**Student:** You wrote $\Omega=\tfrac h2(A_1+A_2)+\tfrac{\sqrt3}{12}h^2[A_2,A_1]$ and called the step $e^{\Omega}$ fourth order. Two samples of the potential, and an error of order $h^5$? I don't believe it yet.

**Lecturer:** Then we fix the premises. In atomic units the radial equation is $\psi''=W\psi$ with $W(R)=2\mu[V(R)-E]+\ell(\ell+1)/R^2$, where $\mu$ is the reduced mass. For $N$ coupled channels $W$ is a real symmetric matrix. I assume that $W$ is smooth across the sector. With $Y=(\psi,\psi')^T$,

$$Y'=AY,\qquad A=\begin{pmatrix}0&1\\W&0\end{pmatrix}.$$

The sector has centre $R_c$ and width $h$, and $s=R-R_c$ runs from $-h/2$ to $h/2$. The exact propagator is defined by $Y(h/2)=P\,Y(-h/2)$. Integrating the equation and substituting it into itself gives $P=1+I_1+I_2+I_3+\dots$, with later points to the left:

$$I_1=\int A\,ds,\qquad I_2=\iint_{s_1>s_2}A(s_1)A(s_2),\qquad I_3=\iiint_{s_1>s_2>s_3}A(s_1)A(s_2)A(s_3).$$

This converges for any bounded $A$, because the $n$-fold ordered volume is $h^n/n!$. The idea of Magnus (1954) is to approximate $\Omega_{\rm ex}=\ln P$ and not $P$. For small $h$ use $\ln(1+X)=X-X^2/2+X^3/3-\dots$ and collect powers of $A$:

$$\Omega_{\rm ex}=I_1+\left(I_2-\tfrac12I_1^2\right)+\left(I_3-\tfrac12(I_1I_2+I_2I_1)+\tfrac13I_1^3\right)+\dots$$

**Student:** No commutator in sight.

**Lecturer:** $I_1^2$ is an integral over the whole square. Split the square along its diagonal and relabel one half: $I_1^2=\iint_{s_1>s_2}\{A(s_1)A(s_2)+A(s_2)A(s_1)\}$. The second term is therefore $\tfrac12\iint_{s_1>s_2}[A(s_1),A(s_2)]$. Now expand $A=a_0+a_1s+a_2s^2+\dots$ and keep everything through $h^3$. Odd powers drop out of $I_1$, so $I_1=ha_0+h^3a_2/12+O(h^5)$. The commutator starts with $[a_0,a_1](s_2-s_1)$, and $\iint_{s_1>s_2}(s_1-s_2)=h^3/6$, which gives $-h^3[a_0,a_1]/12$. The third bracket at order $h^3$ contains only $a_0^3$, with coefficient $\tfrac16-\tfrac12+\tfrac13=0$. Higher brackets start at $h^4$ or later.

**Student:** So you have $h^3$. The $h^4$ terms need a fourth bracket and more of the second and third.

**Lecturer:** They need no work. Hold $R_c$ fixed and let $h\to-h$. The propagator then runs from $h/2$ back to $-h/2$, so $P(-h)=P(h)^{-1}$ and $\Omega_{\rm ex}(-h)=-\Omega_{\rm ex}(h)$. An odd function has no $h^4$ term:

$$\Omega_{\rm ex}=ha_0+\frac{h^3}{12}\left(a_2-[a_0,a_1]\right)+O(h^5).$$

Now sample $A_1=A(-\delta)$ and $A_2=A(+\delta)$. Then $\tfrac h2(A_1+A_2)=ha_0+h\delta^2a_2+\dots$, which matches if $\delta^2=h^2/12$, that is $\delta=\sqrt3h/6$. These are the Gauss points $h(\tfrac12\mp\tfrac{\sqrt3}6)$ counted from the left edge, with $A_1$ the earlier one. Next, $[A_2,A_1]=[a_0+\delta a_1,\,a_0-\delta a_1]+O(h^3)=-(h/\sqrt3)[a_0,a_1]+O(h^3)$, and the factor that turns this into $-h^3[a_0,a_1]/12$ is $\sqrt3h^2/12$. Under $h\to-h$ the two samples swap, so my $\Omega$ is odd as well. Two odd functions that agree through $h^3$ differ at $h^5$, and so do their exponentials. Over a fixed range there are $O(1/h)$ sectors, so the global error is $O(h^4)$.

**Student:** And the Wronskian is conserved to $O(h^5)$ like everything else, I suppose.

**Lecturer:** Exactly, for any $h$. Multiply out: $A_2A_1=\mathrm{diag}(W_1,W_2)$ and $A_1A_2=\mathrm{diag}(W_2,W_1)$, so $[A_2,A_1]=\mathrm{diag}(W_1-W_2,\,W_2-W_1)$, with blocks for $N$ channels, and $(W_1-W_2)\,\mathrm{diag}(1,-1)$ for one. Hence

$$\Omega=\begin{pmatrix}-b&h\\h\bar W&b\end{pmatrix},\qquad \bar W=\tfrac12(W_1+W_2),\qquad b=\tfrac{\sqrt3}{12}h^2(W_2-W_1).$$

Let $J=\begin{pmatrix}0&1\\-1&0\end{pmatrix}$, so that $Y_a^TJY_b=\psi_a^T\psi_b'-\psi_a'^T\psi_b$ is the Wronskian. The product $J\Omega=\begin{pmatrix}h\bar W&b\\b&-h\end{pmatrix}$ is symmetric because $\bar W$ and $b$ are. With $J^T=-J$ this reads $\Omega^TJ+J\Omega=0$. Then $e^{\lambda\Omega^T}Je^{\lambda\Omega}$ has zero derivative in $\lambda$, and $M=e^\Omega$ obeys $M^TJM=J$. In one channel that is $\det M=e^{\mathrm{tr}\,\Omega}=1$.

**Student:** Then flux conservation tells me nothing about accuracy.

**Lecturer:** Nothing. $M$ is real and conserves the Wronskian, so flux is conserved however coarse the grid. In one channel the exponential is elementary, since $\Omega^2=\theta^2\mathbb 1$ with $\theta^2=h^2\bar W+b^2$. Even and odd powers sum separately:

$$M=\cosh\theta\;\mathbb 1+\frac{\sinh\theta}{\theta}\,\Omega ,$$

with $\cos|\theta|$ and $\sin|\theta|/|\theta|$ when $\theta^2<0$. For constant $W$, $b=0$ and $M$ is the exact propagator at any $h$.

**Student:** The sign of $b$ rests on an ordering convention. I want it tested against something exact.

**Lecturer:** Take $W=w+gs$ with $g\ne0$. Put $\alpha=g^{1/3}$, the real root, and $\xi=(w+gs)/\alpha^2$. Then $d\xi/ds=\alpha$ and the equation becomes $d^2\psi/d\xi^2=\xi\psi$, solved by Ai and Bi, with $\mathrm{Ai}\,\mathrm{Bi}'-\mathrm{Ai}'\,\mathrm{Bi}=1/\pi$. The matrix $\Phi$ with columns $(\mathrm{Ai},\alpha\mathrm{Ai}')^T$ and $(\mathrm{Bi},\alpha\mathrm{Bi}')^T$ has determinant $\alpha/\pi$. With $-$ and $+$ marking the left and right edges, $P=\Phi_+\Phi_-^{-1}$ gives

$$P_{11}=\pi(\mathrm{Ai}_+\mathrm{Bi}'_--\mathrm{Bi}_+\mathrm{Ai}'_-),\qquad P_{12}=\frac\pi\alpha(\mathrm{Bi}_+\mathrm{Ai}_--\mathrm{Ai}_+\mathrm{Bi}_-),$$

$$P_{21}=\pi\alpha(\mathrm{Ai}'_+\mathrm{Bi}'_--\mathrm{Bi}'_+\mathrm{Ai}'_-),\qquad P_{22}=\pi(\mathrm{Bi}'_+\mathrm{Ai}_--\mathrm{Ai}'_+\mathrm{Bi}_-).$$

The columns of $P$ are the solutions that start as $(1,0)$ and $(0,1)$, and these are unique, so their Taylor series follow from the equation itself. With $t=s+h/2$, $W=v+gt$, $v=w-gh/2$ and $\psi=\sum c_nt^n$, the recurrence is $(n+2)(n+1)c_{n+2}=vc_n+gc_{n-1}$. It yields

$$\psi_{(1,0)}=1+\frac{vt^2}2+\frac{gt^3}6+\frac{v^2t^4}{24}+\frac{vgt^5}{30}+\left(\frac{v^3}{720}+\frac{g^2}{180}\right)t^6+\dots$$

$$\psi_{(0,1)}=t+\frac{vt^3}6+\frac{gt^4}{12}+\frac{v^2t^5}{120}+\frac{vgt^6}{120}+\dots$$

Evaluate these and their derivatives at $t=h$, insert $v$, and keep terms through $h^5$:

$$P_{11},P_{22}=1+\frac{wh^2}2+\frac{w^2h^4}{24}\mp\left(\frac{gh^3}{12}+\frac{wgh^5}{120}\right),$$

$$P_{12}=h+\frac{wh^3}6+\frac{w^2h^5}{120},\qquad P_{21}=wh+\frac{w^2h^3}6+\frac{(w^3-g^2)h^5}{120}.$$

For the Magnus step $\bar W=w$, $W_2-W_1=gh/\sqrt3$ and $b=gh^3/12$, while $\theta^2=wh^2+O(h^6)$. So $M_{11},M_{22}=1+wh^2/2+w^2h^4/24\mp(gh^3/12)(1+wh^2/6)$, $M_{12}$ agrees with $P_{12}$ through $h^5$, and $M_{21}$ lacks the $g^2$ term.

**Student:** The $\mp gh^3/12$ comes out with the right sign. With $[A_1,A_2]$ I would be wrong at $h^3$. But the match stops at $h^4$.

**Lecturer:** It does. At $h^5$, $P_{11}-M_{11}=wgh^5(\tfrac1{72}-\tfrac1{120})=wgh^5/180$, the 22 element has the opposite sign, and $P_{21}-M_{21}=-g^2h^5/120$.

**Student:** A real tail is not a line.

**Lecturer:** Write $W=w+gs+qs^2+rs^3+us^4+\dots$ and $P-M=h^5\mathcal E+O(h^6)$. In powers of inverse length $w,g,q,r,u$ have dimensions 2 to 6, while $\mathcal E_{11}$, $\mathcal E_{12}$, $\mathcal E_{21}$ need 5, 4, 6. Pure powers of $w$ cannot appear, since constant $W$ is exact. That leaves $wg$ and $r$; $q$; and $g^2$, $wq$, $u$. Two are known. For the others iterate the integral form $\psi(s)=\psi_-+\psi'_-(s+h/2)+\int_{-h/2}^s(s-s')W\psi\,ds'$. All integrals below span the sector.

- $r$: $P_{11}$ contains $\int(h/2-s)rs^3ds=-rh^5/80$, and $-b$ contains $-h\delta^4r=-rh^5/144$. The difference is $-r/180$.
- $q$: $P_{12}$ contains $\int(h^2/4-s^2)qs^2ds=qh^5/120$, and $h\theta^2/6$ contains $qh^5/72$. The difference is $-q/180$.
- $u$: $\int us^4ds=uh^5/80$ against $h\delta^4u=uh^5/144$, giving $+u/180$.
- $wq$: $\iint_{s_1>s_2}W(s_1)(s_1-s_2)W(s_2)$ contains $wq\int s^2(s^2+h^2/4)ds=wqh^5/30$, and $h^3\bar W^2/6$ contains $wqh^5/36$, giving $+wq/180$.

Both determinants equal 1, so $\mathcal E_{22}=-\mathcal E_{11}$. In derivatives at $R_c$,

$$\mathcal E_{11}=\frac{WW'}{180}-\frac{W'''}{1080},\qquad \mathcal E_{12}=-\frac{W''}{360},\qquad \mathcal E_{21}=-\frac{W'^2}{120}+\frac{WW''}{360}+\frac{W''''}{4320}.$$

There is a by-product. $M$ sees $W$ only through $W_1$ and $W_2$, so it is also the Magnus step for the straight line through those two values. The Airy sector built on that line therefore has the same $\mathcal E$ without the terms $WW'/180$ and $-W'^2/120$, and is fourth order too. Built on the midpoint tangent it would miss $qh^3/12$ in $P_{21}$ and be only second order.

**Student:** How long may a step be?

**Lecturer:** Take $w=-k^2$ and work to first order in $g$ at arbitrary $x=kh$. One iteration on the free solution gives

$$\delta P_{11}=\int\frac{\sin k(h/2-s)}k\,gs\,\cos k(s+h/2)\,ds=-\frac g{4k^3}(\sin x-x\cos x),$$

because the product of sine and cosine is $\tfrac12[\sin x-\sin2ks]$ and only the second part survives against $s$. The Magnus value is $-b\sin x/x=-(g/4k^3)\,x^2\sin x/3$. The ratio of Magnus to exact is $0.93$ at $x=1$ and zero at $x=\pi$; beyond that the envelope of one grows as $x^2$ and of the other as $x$. This fits the known sufficient condition for convergence of the Magnus series, $\int\|A\|_2\,ds<\pi$. Rescaling $\psi'$ by $k_{\max}=\max|W|^{1/2}$ makes $\|A\|_2=k_{\max}$, so the condition reads $k_{\max}h<\pi$.

So the range of validity is this. The $h^5$ law needs four smooth derivatives of $W$ inside each sector, so kinks belong on sector edges. It needs $|W|^{1/2}h$ below about 1 wherever $W$ varies, and $h$ small against the length over which $W$ changes. Turning points cause no trouble, because $M$ is an entire function of $\theta^2$. The Airy sector has no limit on $kh$ for a linear $W$ and is limited by the curvature alone. Where $W>0$, $M$ grows as $e^\theta$; $M^TJM=J$ holds in exact arithmetic, but rounding swamps the decaying solution, and with closed channels one carries the log-derivative matrix or re-stabilises between sectors.

**Student:** Show me on strontium.

**Lecturer:** Model the ground-state $^{88}$Sr–$^{88}$Sr tail as $V=-C_6/R^6$, s wave, zero energy, from 50 to 1000 $a_0$. As inputs take a typical $C_6\approx3164\ E_ha_0^6$ and $\mu\approx43.953$ u $=80121\,m_e$. Then $W=-\beta^4/R^6$ with $\beta^4=2\mu C_6=5.070\times10^8\,a_0^4$, a rounded value that I treat as exact from here on, and $\beta=150.06\,a_0$. The model is solvable: $\sqrt R\,J_{\pm1/4}(z)$ with $z=\beta^2/2R^2$. At 50 $a_0$ the local wave number is $0.180\,a_0^{-1}$ and $z=4.50$. Use a geometric grid of ratio 1.05. It has $\epsilon=h/R_c=0.04878$ throughout, and $\ln20/\ln1.05=61.4$, so 62 sectors cover the range. The first, 50 to 52.5 $a_0$, has the largest $kh$. There $h^2\bar W=-0.1756029$, so $kh=0.42$, and $b=0.0042731$. Many digits are needed only to expose the differences.

| | $11$ | $12$, divided by $h$ | $21$, times $h$ | $22$ |
|---|---|---|---|---|
| exact (Bessel) | 0.9092689 | 0.9710365 | −0.1705223 | 0.9176787 |
| Magnus | 0.9093356 | 0.9709917 | −0.1705089 | 0.9176339 |
| Airy, line through Gauss values | 0.9092756 | 0.9709885 | −0.1705300 | 0.9176727 |

With $\Delta$ = exact minus approximate, in units of $10^{-5}$:

| | $(\Delta_{11}-\Delta_{22})/2$ | $\Delta_{12}/h$ | $h\Delta_{21}$ |
|---|---|---|---|
| Magnus, actual | −5.57 | 4.47 | −1.33 |
| Magnus, $h^5\mathcal E$ | −5.60 | 4.85 | −1.40 |
| Airy, actual | −0.64 | 4.80 | 0.77 |
| Airy, $h^5\mathcal E$ | −0.63 | 4.85 | 0.78 |

The leading formula holds to better than a tenth in each entry. The Magnus $\Delta_{11}$ and $\Delta_{22}$ also share a common part, $-1.10\times10^{-5}$, which is of order $h^6$.

**Student:** Matrix elements are not observables. What happens to the scattering length over the whole range?

**Lecturer:** Normalise the exact solution to $\psi\to R-a$. A sector leaves a defect $\delta Y=h^5\mathcal EY$, and from there on its Wronskian with $\psi$ is constant. At large $R$ the defect is $\eta(R-a)-\delta a$, where $\eta$ changes the norm and $\delta a=a-a_{\rm approx}$, so $\psi\,\delta\psi'-\psi'\delta\psi=\delta a$. To first order the sectors add, and there are $dR/h$ of them in $dR$, with $h=\epsilon R$:

$$\delta a\simeq\epsilon^4\int_{50}^{1000}R^4\left[\mathcal E_{21}\psi^2-2\mathcal E_{11}\psi\psi'-\mathcal E_{12}\psi'^2\right]dR .$$

A tail alone does not fix $a$; the log-derivative at 50 $a_0$ does. I choose it so that $a=0$, in order to mimic $^{88}$Sr, whose scattering length is typically only a couple of bohr in magnitude against $\beta$. Then $\psi=\Gamma(\tfrac34)(z/2)^{1/4}R\,J_{-1/4}(z)$, which tends to $R$ as $z\to0$. The integral gives $-608\,\epsilon^4a_0$ for Magnus and $+574\,\epsilon^4a_0$ for Airy, that is about $-0.003\,a_0$ and $+0.003\,a_0$ on this grid. One figure is all I keep, since the integrand changes sign and the next order is several per cent of each element.

**Student:** So the exact Airy functions buy nothing here?

**Lecturer:** Not on this grid at zero energy, where the curvature terms are common to both and as large as the terms that Airy removes. Airy pays when a nearly linear stretch spans many wavelengths. At $E/k_B=1$ mK the outermost sectors reach only $kh=1.1$, and there $W$ is almost constant, which the Magnus step treats exactly.

**Student:** And is $0.003\,a_0$ the accuracy of a strontium calculation?

**Lecturer:** It is the model's integration error and no more. The neglected $-C_8/R^8$, with a typical $C_8/C_6\approx120\,a_0^2$, is a fraction $0.048$ of the potential at 50 $a_0$. It adds $\delta W=-(C_8/C_6)\beta^4/R^8$, and the same Wronskian argument, with $\delta\psi'=\delta W\psi\,dR$, gives the model a first-order shift $\int\delta W\psi^2dR\approx-9\,a_0$ at fixed log-derivative at 50 $a_0$. That is more than three orders of magnitude above the error of 62 Magnus steps, which cost 124 evaluations of the potential.